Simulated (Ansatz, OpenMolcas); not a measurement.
**How methods differ on GeH3F (fluorogermane)**

GeH3F has 5 atoms, charge 0, and is taken as a singlet. As SMILES, `[F][GeH3]`. The coordinates come from a PBE0-D4/def2-TZVP relaxation.

Quantity: the HOMO–LUMO gap, in eV. The values are calculated.

```
                level                    kind     program  value (eV)  CPU time
       HF/aug-cc-pVDZ            Hartree–Fock  OpenMolcas       14.24     8.3 s
    SVWN5/aug-cc-pVDZ                     LDA  OpenMolcas        6.69      19 s
      PBE/aug-cc-pVDZ                     GGA  OpenMolcas        6.83      26 s
    B3LYP/aug-cc-pVDZ           global hybrid  OpenMolcas        8.64      26 s
    BHLYP/aug-cc-pVDZ           global hybrid  OpenMolcas       11.11      23 s
  r2SCAN0/aug-cc-pVDZ         hybrid meta-GGA      Ansatz        9.70      10 s
CAM-B3LYP/aug-cc-pVDZ  range-separated hybrid      Ansatz       11.25     6.1 s
   B2PLYP/aug-cc-pVDZ           double hybrid      Ansatz       11.26     8.4 s
```

All-electron rows without a relativistic Hamiltonian named are non-relativistic. The values span 6.69 to 14.24 eV. Orbital gaps aren't excitation energies, and those of double hybrids come from the SCF part alone; they tend to grow with the share of exact exchange. Times are those of the runs behind each value, whatever else they computed, on shared processors of several kinds: orders of magnitude only.

All the methods give GeH3F a wide gap, as expected for a saturated molecule without a π system. The highest occupied orbital probably mixes fluorine lone pairs with Ge–H σ bonding, while the lowest empty one is likely a blend of σ* character at germanium and a diffuse, Rydberg-like component.

Adding gradient corrections hardly matters: SVWN5 and PBE give 6.69 and 6.83 eV. The treatment of exchange matters far more, probably because nonlocal exchange stabilises occupied orbitals much more than a diffuse empty one. Its range counts as well as its overall share, since going from B3LYP to CAM-B3LYP raises the gap from 8.64 to 11.25 eV. The near coincidence of CAM-B3LYP, BHLYP and B2PLYP therefore doesn't amount to independent confirmation of a physical gap.

With a single basis set, the table can't show whether the larger gaps are converged; if the empty orbital is unbound, as is common for small saturated molecules in Hartree–Fock, its energy depends on the diffuse functions available.
